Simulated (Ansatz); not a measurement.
# Strength of the Ge–Sn bond: GeH3(SnH3) → SnH3 + GeH3

Species: GeH3(SnH3), singlet; SnH3 `[SnH3]`, doublet; GeH3 `[GeH3]`, doublet. 

Shapes, held fixed at every level: PBE0-D4/def2-TZVP. Programs: Ansatz 0.2.0. The zero-point and thermal change to 298 K, harmonic and unscaled (PBE0-D4/def2-TZVP), is -10.6 kJ/mol.

| level | kind | ΔH(298 K) (kJ/mol) | less CCSD(T)/def2-TZVPP | CPU time (sum over the molecules) |
| --- | --- | --- | --- | --- |
| HF/def2-SVP | Hartree–Fock | +182.1 | -85.8 | – |
| SPW92/def2-TZVPP | LDA | +304.0 | +36.1 | 4.9 s |
| B3LYP-D4/def2-TZVPP | global hybrid | +257.5 | -10.4 | 11 s |
| r2SCAN0-D4/def2-TZVPP | global hybrid | +253.9 | -14.0 | 14 s |
| wB97M-V/def2-TZVPP | range-separated hybrid | +264.6 | -3.3 | 31 s |
| B2PLYP/def2-TZVPP | double hybrid | +258.8 | -9.1 | 13 s |
| MP2/def2-TZVPP | perturbation theory | +275.2 | +7.3 | – |
| CCSD(T)/def2-TZVPP | coupled cluster or CI | +267.9 | 0.0 | 2.2 min |

The highest level, CCSD(T)/def2-TZVPP, gives ΔH(298 K) = +267.9 kJ/mol; the levels span +182.1 to +304.0. The column of differences is taken from that level and isn't an error. Hartree–Fock misses the correlation of the pair that is broken and comes out low. No measured value is set beside it here. Open shells run unrestricted unless RO is named. For atoms past krypton def2 sets carry core potentials with scalar relativity. Relativity is left out for Ge unless named. Correlated rows may include outer-core shells of Ge, Sn, which these sets cover unevenly. Times are processor times on shared x86 and Arm servers, and rough.

Breaking the Ge–Sn bond costs +267.9 kJ/mol at the coupled-cluster level, which marks a robust single bond, though a weaker one than a typical C–C bond. The bond is a largely covalent σ pair, as the two elements differ little in electronegativity. Its modest strength follows from the diffuse valence p orbitals of the heavier group 14 atoms, which overlap less well at the long distance set by their cores. Both fragments are pyramidal radicals that keep much of the shape they had in the molecule, so relaxation probably returns little energy on cleavage.

Apart from Hartree–Fock and LDA, the levels agree on a bond of +253.9 to +275.2 kJ/mol. The three hybrids and the double hybrid all fall below coupled cluster, while MP2 lies above it; LDA shows its familiar overbinding, probably because it favours the more uniform density of the bonded molecule. The Hartree–Fock shortfall isn't a pure measure of correlation, since that row also uses a smaller basis.
